## Question

A monolayer of WS₂ is squeezed or stretched in its plane. In the rows called hydrostatic both in-plane axes are strained equally and the height of the cell stays fixed, so the strain is really biaxial. In the rows called uniaxial x only one axis is strained and the sides are held. The gaps are r2SCAN band gaps with spin–orbit coupling.

Strained 2H monolayer of WS₂ (in-plane lattice constant 3.180 Å at rest), computed with Ansatz 0.2.0: plane-wave PAW, r2SCAN with spin–orbit coupling, 500 eV cutoff, 12×12×1 k mesh. Atoms are relaxed with r2SCAN at each strain. Gaps are the least found on the k mesh and at selected extra k points; changes are relative to the unstrained sheet.

```tsv
strain kind	strain (%)	band gap (eV)	band gap change (eV)	least direct gap change (eV)	gap kind
hydrostatic	-4	1.684	0.020	0.620	indirect
hydrostatic	-3	1.733	0.068	0.461	indirect
hydrostatic	-2	1.776	0.111	0.300	indirect
hydrostatic	-1	1.810	0.145	0.145	direct
hydrostatic	1	1.528	-0.136	-0.136	direct
hydrostatic	2	1.346	-0.319	-0.261	indirect
hydrostatic	3	1.123	-0.542	-0.374	indirect
hydrostatic	4	0.916	-0.749	-0.477	indirect
uniaxial x	-4	1.729	0.064	0.285	indirect
uniaxial x	-3	1.762	0.097	0.213	indirect
uniaxial x	-2	1.793	0.129	0.142	indirect
uniaxial x	-1	1.735	0.071	0.071	direct
uniaxial x	1	1.594	-0.070	-0.070	direct
uniaxial x	2	1.525	-0.140	-0.140	direct
uniaxial x	3	1.458	-0.207	-0.207	direct
uniaxial x	4	1.347	-0.317	-0.272	indirect
```

The band gap is the lowest empty level less the highest filled level, wherever in k space the two lie. The least direct gap compares levels at the same k point. Both changes are counted from the unstrained sheet.

The same calculations tell where the band edges lie. In every row called direct, both edges are at the corner K of the Brillouin zone or close to it. In the indirect rows under compression the conduction edge is at Q, about halfway between Γ and K. In the indirect rows under tension the valence edge is at the zone centre Γ.

(a) In the biaxial series, why does the band gap pass through a maximum although the direct gap runs one way?

(b) Why does the band gap fall faster at large tension than near zero strain?

(c) Use biaxial rows alone to estimate the change of band gap at −3 % uniaxial strain, and compare the result with the table.

(d) Uniaxial −2 % and biaxial −1 % change the area by the same amount. Why is one row indirect and the other direct?

## Model answer

**Sizes to remember.** The gap at K closes by about 0.07 eV for each percent of added area. That makes 0.14 eV per percent of biaxial strain and half as much per percent of uniaxial strain. Under biaxial strain Q moves against K by about 0.2 eV per percent, and Γ moves against K by about 0.1 eV per percent. Together with the distances of Q and Γ from K at rest, these rates give the shape of the whole trend.

**(a) The maximum.** Begin close to zero strain, where both edges sit at K and the band gap is the direct gap. Compression widens it. The usual orbital picture, which the table does not test, gives the reason: the gap at K separates states made mainly of W d orbitals, which are held apart by their mixing with S and with neighbouring W atoms. Shorter distances strengthen this mixing, and longer ones weaken it.

Now go to the other limit, strong compression. Between −2 and −4 %, each further percent widens the K gap by 0.16 eV, but it also lowers Q by 0.21 eV relative to the conduction edge at K. The state at Q is a different mixture of W d and S p orbitals, so it need not move with the one at K; that it sinks against K is read from the calculation. Once Q is the lowest empty valley, the band gap follows Q. It therefore shrinks by about 0.05 eV per percent while the direct gap goes on growing.

The maximum is thus the place where the conduction edge changes valley. At −4 % the two effects nearly cancel in the band gap, which is only 0.020 eV above its unstrained value, while the direct gap has grown by 0.620 eV. A small change of the band gap is no sign that the electronic structure has hardly changed.

**(b) The steeper fall.** Under tension it is the valence edge that changes valley. The filled state at Γ rises relative to the one at K and takes over between +1 and +2 % biaxial strain. From +2 to +4 % the K gap closes by about 0.11 eV per percent, and Γ gains another 0.11 eV per percent on K. The two add up, and the band gap falls by about 0.22 eV per percent.

The steeper fall is therefore no sudden softening at K, where the closing in fact slows down a little. That Γ and K respond differently fits their known orbitals: the filled state at K lies mostly in the plane of the W atoms, whereas the one at Γ points out of the plane and mixes with S p orbitals. This makes unequal shifts natural. Their direction and size are read from the calculation.

**(c) The prediction.** Split a uniaxial strain e into two parts. One is an equal strain e/2 along both axes, which changes the area. The other is a change of shape at constant area, +e/2 along x and −e/2 along y. The surroundings of K have threefold symmetry, so the change of shape cannot shift the K gap in proportion to e. To first order only the area counts.

Let A be the change of area in percent: twice the strain for biaxial rows, the strain itself for uniaxial ones. For the K gap take a parabola through zero and the biaxial rows at ±4 %, where A = ±8:

- linear coefficient: (−0.477 − 0.620)/16 = −0.0686 eV per percent of area
- quadratic coefficient: (−0.477 + 0.620)/128 = 0.0011 eV per percent squared

The lead of Q over K is the direct gap less the band gap. It is 0.620 − 0.020 = 0.600 eV at A = −8 and 0.300 − 0.111 = 0.189 eV at A = −4. A straight line through these two points loses 0.103 eV for each percent by which the compression of the area is relaxed.

For −3 % uniaxial strain, A = −3:

- widening of the K gap: 3 × 0.0686 + 9 × 0.0011 ≈ 0.216 eV
- lead of Q: 0.189 − 0.103 = 0.086 eV
- change of the band gap: 0.216 − 0.086 = 0.130 eV

The table has 0.097 eV. The prediction has the right sign and the right valley, but it puts the gap about 0.03 eV too high, which is a third of the change itself. No uniaxial row entered the coefficients, so the comparison does test the area rule, though the rule was chosen with the whole table in view. The misfit has a meaning that part (d) brings out.

**(d) Equal area, different kind of gap.** Area alone would make both rows direct, with Q just above K. But a hexagonal sheet has six equivalent Q valleys, and uniaxial strain removes their equivalence: two lie on the strained axis and four do not. To first order the change of shape leaves their average where it was. If some valleys rise, others must sink, and the band gap takes the lowest.

The calculation places the conduction edge in the pair on the compressed axis. This is enough to bring Q below K at −2 % uniaxial strain, by a mere 13 meV. At −3 and −4 % Q leads by about 0.03 eV more than area alone predicts. Most of the misfit in part (c) comes from this, though the straight line for Q may add a little.

## Remarks on the reasoning

**Separate the valleys before drawing a slope.** A single line through the band gap would mix three regimes: K to K near zero strain, K to Q under compression and Γ to K under tension. The difference between the two gap columns does the sorting. It is zero as long as the edges share a valley, and otherwise it measures how far the new valley has pulled ahead.

**Test the area rule where it should hold.** The direct gap is the right quantity, since it stays at K or close by in all rows. At equal area, uniaxial ±2 % and biaxial ±1 % agree within 4 meV. At +2 % uniaxial strain about 2 meV of the difference arises because the band edges slide slightly off K. Uniaxial ±4 % lies 11 to 15 meV below biaxial ±2 %. The linear effect of shape is absent, as symmetry demands, and a small effect of higher order appears at larger strain.

**Judge the model by the whole uniaxial series.** Treat Γ as Q was treated, with a straight line through its leads at +2 and +4 % biaxial strain. The typical (root-mean-square) error over the eight uniaxial rows is then 0.02 eV. It would be 0.09 eV if both edges were kept at K. What remains lies mainly on the compressed side, where the conduction edge lies in the split Q valleys.

**Read labels near a crossing with care.** The biaxial row at −1 % is called direct, yet the leads at stronger compression, continued smoothly, put Q only about 0.01 eV above K. The straight line has the two valleys meet at −1.1 %. The true maximum of the gap therefore lies close to this row, and a slight change of method could turn its label.

The uniaxial row at +3 % is a similar case. The area rule has Γ overtake K at an area change of 2.9 %, that is, at +1.5 % biaxial or +2.9 % uniaxial strain. The table still calls the +3 % row direct and finds Γ on top at +4 %. At +3 % the rule puts Γ ahead by only 4.5 meV, which is less than its error of 13 meV in the same lead at +4 %, so the disagreement needs no cause of its own.

**Carry the method to a neighbouring case.** The strain at which a valley takes over is its distance from K at rest divided by the rate at which it approaches. Here the straight lines, continued to zero strain, put Q roughly 0.2 eV above the conduction edge at K. At about 0.2 eV per percent it arrives after about 1 % of biaxial compression. For a related sheet with the same valleys, first find these distances, then the rates, and the shape of the gap curve follows.

**Know which numbers depend on the functional.** Suppose r2SCAN misplaced Q relative to K by 0.1 eV. At 0.21 eV per percent, the crossing would move by about half a percent of strain, as much as half the way from zero strain to the maximum. The strain at which the gap turns indirect is thus a delicate result, even if the rates are sound.

**Choose the gap that suits the purpose.** For reading strain from a gap, the direct one is the better gauge, because within each series each of its values belongs to a single strain. This is not so for the band gap: at −3 % biaxial strain it is 1.733 eV, and a milder compression between 0 and −1 % gives the same value. An optical line would also contain the binding of electron and hole, which these band gaps leave out, and r2SCAN tends to make the band gap itself too small. The absolute position of such a line should therefore not be taken from the table.
